\section*{Question}

I follow the saponification of ethyl acetate with ester and NaOH both at $20\ \mathrm{mol\,m^{-3}}$. I quench aliquots in excess HCl and back-titrate. The end point has the same scatter whenever I sample. If I can titrate only one or two aliquots, when should I draw them to get $k$ most precisely? Does the answer depend on the reaction order, and when does the simple rule stop working?

\section*{Answer}

Sample at $kc_0^{\,n-1}t=1$. For your reaction this is the half-life, and there $\sigma_k/k=4s/c_0$, where $s$ is the standard deviation of the titrated concentration. The minimum is broad. With the inputs used below, titration scatter supplies only about half of the variance of $k$, so the corrections matter more for the size of $\sigma_k$ than for the choice of time.

\subsection*{Conventions and dimensional analysis}

The rate law is $dc/dt=-kc^n$ with $n>0$, and $k$ is defined by this equation. For ester $+\,\mathrm{OH^-}\to$ acetate $+$ ethanol, taken as irreversible and first order in each reactant, equal starting concentrations stay equal. Then $n=2$, $c=[\mathrm{OH^-}]$, and $k$ is the bimolecular constant with no stoichiometric factor. In a back-titration $c=(n_{\mathrm{HCl}}-c_TV)/V_a$, with aliquot volume $V_a$, titrant concentration $c_T$ and titre $V$. A scatter $\sigma_V$ in the titre gives $s=c_T\sigma_V/V_a$, independent of $c$.

The five quantities $k,c_0,t,s,\sigma_k$ contain two dimensions, concentration and time, so there are three groups besides $n$:
\begin{equation}
\tau=kc_0^{\,n-1}t,\qquad \varepsilon=\frac{s}{c_0},\qquad \frac{\sigma_k}{k}=F(\tau,\varepsilon;n).
\end{equation}
For $\varepsilon\ll1$ propagation is linear and $F=\varepsilon\,g_n(\tau)$. The best $\tau$ can then depend on $n$ alone.

\subsection*{The optimum}

With $u=c/c_0$ the integrated law is
\begin{equation}
u=[1+(n-1)\tau]^{-1/(n-1)},
\end{equation}
which tends to $e^{-\tau}$ as $n\to1$. Because $c$ depends on $k$ and $t$ only through $kt$, $\partial c/\partial k=(t/k)\,\partial c/\partial t=-tc^n$. With $c_0$ and $t$ known, $\sigma_k=s/(tc^n)$, so
\begin{equation}
g_n(\tau)=\frac{1}{\tau u^n}=\frac{[1+(n-1)\tau]^{n/(n-1)}}{\tau},\qquad
\frac{d\ln g_n}{d\tau}=\frac{\tau-1}{\tau[1+(n-1)\tau]}.
\label{g}
\end{equation}
The derivative changes sign once, at $\tau=1$, for every order. For $n<1$ the reactant runs out at $\tau=1/(1-n)>1$, so the minimum still lies inside the run. At the minimum
\begin{equation}
u^*=n^{-1/(n-1)},\qquad \frac{\sigma_k}{k}=\varepsilon\,G(n),\qquad G(n)=n^{n/(n-1)}.
\end{equation}

\begin{center}
\begin{tabular}{c|ccccc}
$n$ & $1/2$ & $1$ & $3/2$ & $2$ & $3$\\ \hline
$u^*$ & 0.250 & 0.368 & 0.444 & 0.500 & 0.577\\
$G$ & 2.000 & 2.718 & 3.375 & 4.000 & 5.196
\end{tabular}
\end{center}

\subsection*{Limits in $\tau$}

Early on little has reacted, the signal is $c_0-c\approx c_0\tau$, and
\begin{equation}
g_n=\frac1\tau+n+\frac{n}{2}\tau+\dots\qquad(\tau\ll1).
\end{equation}
Late on little is left. For $n>1$,
\begin{equation}
g_n\simeq(n-1)^{n/(n-1)}\,\tau^{1/(n-1)}\left[1+\frac{n}{(n-1)^2\tau}\right]\qquad\bigl((n-1)\tau\gg n/(n-1)\bigr).
\end{equation}
For $n=1$ the growth is exponential, $g_1=e^\tau/\tau$, and for $n<1$ it diverges at the end of the run. Differentiating \eqref{g} gives $d^2\ln g_n/d\tau^2=1/n$ at $\tau=1$, so $g_n\approx G\,[1+(\tau-1)^2/2n]$ nearby, and higher orders have flatter minima.

For $n=2$ the early series terminates:
\begin{equation}
g_2=\frac{(1+\tau)^2}{\tau}=\frac1\tau+2+\tau=4\cosh^2\!\left(\tfrac12\ln\tau\right).
\end{equation}
The early branch $1/\tau$ and the late branch $\tau$ cross at the optimum, and being early or late by the same factor costs the same. The penalty stays below $10\%$ while $g_2<4.4$, that is for $0.537<\tau<1.863$.

\subsection*{Limits in $n$}

Expanding $\ln G=n\ln n/(n-1)$ gives
\begin{equation}
G\simeq1+n\ln\frac1n\ \ (n\to0),\qquad G\simeq e\left(1+\frac{n-1}{2}\right)\ \ (n\to1),\qquad G\simeq n+\ln n\ \ (n\to\infty).
\end{equation}
Towards zero order the sensitivity $tc^n\to t$ grows until the reactant is gone, so $u^*\to0$ and the whole of $c_0$ is signal. At large order $u^*\simeq1-(\ln n)/n$, since the reaction stalls after a small conversion. At $n=3$ the form linear in $n$ gives 5.44, which is $5\%$ high, and $n+\ln n$ gives 4.10, which is $21\%$ low. The two miss by the same amount, $10\%$, at $n\approx5.6$, so for orders between 1 and 3 the form linear in $n$ is the one to use.

\subsection*{Finite $\varepsilon$}

For $n=2$ the estimator is $\hat k=(1/\hat c-1/c_0)/t$. Put $\hat c=c(1+x)$ with $x$ Gaussian of width $w=s/c=\varepsilon(1+\tau)$. Expanding $1/(1+x)$ in $x$ gives the mean $1+w^2$ and the variance $w^2(1+8w^2)$. These are asymptotic series for $w\ll1$; the exact Gaussian moments of $1/\hat c$ do not exist. Hence
\begin{equation}
\frac{\langle\hat k\rangle-k}{k}\simeq\varepsilon^2\frac{(1+\tau)^3}{\tau},\qquad
\frac{\sigma_k}{k}\simeq\varepsilon g_2\left[1+4\varepsilon^2(1+\tau)^2\right].
\end{equation}
At $\tau=1$ the bias is $8\varepsilon^2$. Setting $(\tau-1)/2+16\varepsilon^2=0$ for the logarithmic derivative of the second expression moves the optimum to $1-32\varepsilon^2$. A sample is informative only while $\varepsilon g_2<1$, roughly $\varepsilon<\tau<1/\varepsilon$. At the upper end $s\approx c$, so linear propagation fails there too.

The optimum also depends on the scatter being absolute. For a constant relative scatter $\rho$ in $c$, $\sigma_k/k=\rho\,(1/\tau+n-1)$, which falls monotonically and for $n=2$ approaches $\rho$.

\subsection*{Timing and a common uncertainty in $c_0$}

The quench is not instantaneous. From $kt=(c^{1-n}-c_0^{1-n})/(n-1)$, a timing scatter $\sigma_t$ contributes $\sigma_t/t=\theta/\tau$ with $\theta=kc_0^{\,n-1}\sigma_t$. A relative uncertainty $\delta_0$ that shifts both starting concentrations together contributes $\delta_0/\tau$. Both favour later sampling. With $\lambda^2=\theta^2+\delta_0^2$, $r=\lambda/\varepsilon$ and $n=2$,
\begin{equation}
\frac{\sigma_k^2}{k^2\varepsilon^2}=\frac{(1+\tau)^4+r^2}{\tau^2},\qquad (1+\tau^*)^3(\tau^*-1)=r^2,\qquad \frac{\sigma_k}{k}\bigg|_{\tau^*}=\varepsilon\sqrt{\frac{2(1+\tau^*)^3}{\tau^*}}.
\label{time}
\end{equation}
The limits are
\begin{equation}
\begin{aligned}
r\ll4:&\quad \tau^*\simeq1+r^2/8, & \sigma_k/k&\simeq4\varepsilon\,(1+r^2/32),\\
r\gg4:&\quad \tau^*\simeq\sqrt r-\tfrac12, & \sigma_k/k&\simeq\sqrt{2\varepsilon\lambda}\,(1+r^{-1/2}).
\end{aligned}
\end{equation}
The two variances are equal at $\tau=1$ when $r=4$, where $\tau^*=1.76$.

This fixes the scaling with $c_0$ at given $s$ and $\sigma_t$ (and $\delta_0=0$). Then $r=kc_0^2\sigma_t/s$, and the crossover lies at $c_0=\sqrt{4s/(k\sigma_t)}$. Below it $\sigma_k/k\propto1/c_0$. Above it $\varepsilon\theta=sk\sigma_t$ is independent of $c_0$, and the precision saturates at $\sqrt{2sk\sigma_t}$. A late sample has forgotten $c_0$, because $kt\approx1/c$.

\subsection*{Unequal concentrations}

Alkali and ester come from separate solutions. Let $a=[\mathrm{OH^-}]_0$, $b=[\text{ester}]_0=a(1+\beta)$, $\tau=kat$, $u=c/a$ and $\varepsilon=s/a$. Then $du/d\tau=-u(u+\beta)$ and
\begin{equation}
u=\frac{\beta}{(1+\beta)e^{\beta\tau}-1}.
\end{equation}

\emph{Unnoticed mismatch.} Analysing this with the equal-concentration formula gives
\begin{equation}
\frac{k_{\rm app}}{k}=\frac{1/u-1}{\tau}=(1+\beta)\frac{e^{\beta\tau}-1}{\beta\tau}\simeq1+\beta\left(1+\frac\tau2\right).
\end{equation}
The expansion holds for $|\beta|\ll 1$ and $|\beta|\tau\ll1$. Beyond $\beta\tau\approx1$ an excess of ester makes the decay exponential. At $\beta=0$ the sensitivities of the inferred $k$ at fixed $c$ and $t$ follow from this and from the common shift $1/\tau$, which must be their sum:
\begin{equation}
\frac{\partial\ln k}{\partial\ln b}=-\left(1+\frac\tau2\right),\qquad
\frac{\partial\ln k}{\partial\ln a}=\frac1\tau+1+\frac\tau2 .
\label{ab}
\end{equation}
At $\tau=1$ they are $-1.5$ and $2.5$, against 1 for the common shift. The alkali term has its own minimum $1+\sqrt2$ at $\tau=\sqrt2$ and hardly moves the optimum. The ester term grows with time and favours earlier sampling. With relative uncertainty $\delta_b$ and $q=\delta_b/\varepsilon$, minimising $g_2^2+q^2(1+\tau/2)^2$ gives
\begin{equation}
2(1+\tau)^3(1-\tau)=q^2\tau^3\left(1+\frac\tau2\right).
\end{equation}
For small $q$, $\tau^*\simeq1-3q^2/32$. For large $q$, $\tau^*\simeq\tau_0(1+\tau_0/2)$ with $\tau_0=(2/q^2)^{1/3}$. The terms are equal at $\tau=1$ when $q=8/3$. For $q=1$ the root is 0.92 and the small-$q$ form gives 0.91.

\emph{Known mismatch.} The sensitivity is now $\tau u(u+\beta)$, $g=1/[\tau u(u+\beta)]$, and the optimum obeys $\tau(2u+\beta)=1$. The limits are
\begin{equation}
\begin{aligned}
|\beta|\ll1:&\quad \tau^*\simeq1-\beta/2, & g&\simeq4\,(1-\beta/2),\\
\beta\gg1:&\quad \beta\tau^*\simeq1-2/(e\beta), & g&\simeq e+(e-2)/\beta .
\end{aligned}
\end{equation}
The first line says $k\,\tfrac12(a+b)\,t^*=1$ to first order in $\beta$. The second is the pseudo-first-order limit and recovers $G(1)=e$. The crossover is at $\beta\approx1$, where $\tau^*=0.553$ and $g=3.19$.

\subsection*{Numbers for your run}

I take as approximate inputs a typical $k=1.1\times10^{-4}\ \mathrm{m^3\,mol^{-1}\,s^{-1}}$ and activation energy $E_a=45\ \mathrm{kJ\,mol^{-1}}$ near $298.15\ \mathrm K$. The laboratory values are assumed: $c_0=c_T=20\ \mathrm{mol\,m^{-3}}$, $V_a=1.0\times10^{-5}\ \mathrm{m^3}$, $\sigma_V=3\times10^{-8}\ \mathrm{m^3}$, $\sigma_t=2\ \mathrm s$, $\delta_a=\delta_b=0.003$ and a temperature uncertainty $\sigma_T=0.1\ \mathrm K$, all independent. Replace them by your own.

Then $s=0.060\ \mathrm{mol\,m^{-3}}$, $\varepsilon=0.0030$ and $1/(kc_0)=455\ \mathrm s$. Titration scatter alone gives $\sigma_k/k=1.2\%$, or $\sigma_k=1.3\times10^{-6}\ \mathrm{m^3\,mol^{-1}\,s^{-1}}$, at $c=10\ \mathrm{mol\,m^{-3}}$. The $10\%$ window runs from $244\ \mathrm s$ to $847\ \mathrm s$. The condition $\varepsilon g_2<1$ holds for $0.0030<\tau<331$, from $1.4\ \mathrm s$ to $1.5\times10^5\ \mathrm s$. The nonlinear bias, $7.2\times10^{-5}$, and the shift of $\tau^*$ by $2.9\times10^{-4}$ are negligible.

Timing gives $\theta=0.0044$ and $r=1.47$. Equation \eqref{time} moves the optimum to $\tau^*=1.20$, or $546\ \mathrm s$, with $1.26\%$ there against $1.28\%$ at the half-life. At fixed $s$ the concentration crossover is $33\ \mathrm{mol\,m^{-3}}$ and the saturation value is $0.51\%$, so your run is still on the titration-limited side.

Temperature enters through $d\ln k/dT=E_a/RT^2=0.061\ \mathrm{K^{-1}}$, independent of $\tau$. With \eqref{ab} the full variance is
\begin{equation}
\frac{\sigma_k^2}{k^2}=\varepsilon^2g_2^2+\frac{\theta^2}{\tau^2}+\delta_a^2\left(\frac1\tau+1+\frac\tau2\right)^2+\delta_b^2\left(1+\frac\tau2\right)^2+\left(\frac{E_a\sigma_T}{RT^2}\right)^2 .
\end{equation}

\begin{center}
\begin{tabular}{l|cccccc}
source at $\tau=1$ & titration & timing & alkali & ester & temperature & total\\ \hline
$\sigma_k/k$ in \% & 1.20 & 0.44 & 0.75 & 0.45 & 0.61 & 1.66
\end{tabular}
\end{center}

Titration is $52\%$ of the variance. The full minimum is at $\tau=1.17$, about $5.3\times10^2\ \mathrm s$, with $1.65\%$, which is indistinguishable in practice from the half-life value. The late pull of the timing and alkali terms and the early pull of the ester term partly cancel.

With $N$ aliquots near the optimum, titration and quench scatter fall as $N^{-1/2}$, while the alkali, ester and temperature terms are shared by all aliquots of one run. At $\tau=1$ the shared terms add to $1.07\%$, and the averaged variance drops to that level at $N=1.4$. The second aliquot already passes the crossover, and further gain needs better starting concentrations and temperature control. Since $k$ must be guessed to choose $t$, the width of the minimum is useful: a guess wrong by a factor of 2 gives $g_2=4.5$ in place of 4. Aliquots at a single time cannot test the order or reveal $\beta\neq0$. One early and one late aliquot inside the $10\%$ window, at its edges, would differ in $k_{\rm app}/k$ by $0.66\,\beta$, which at your scatter exposes only mismatches of several per cent.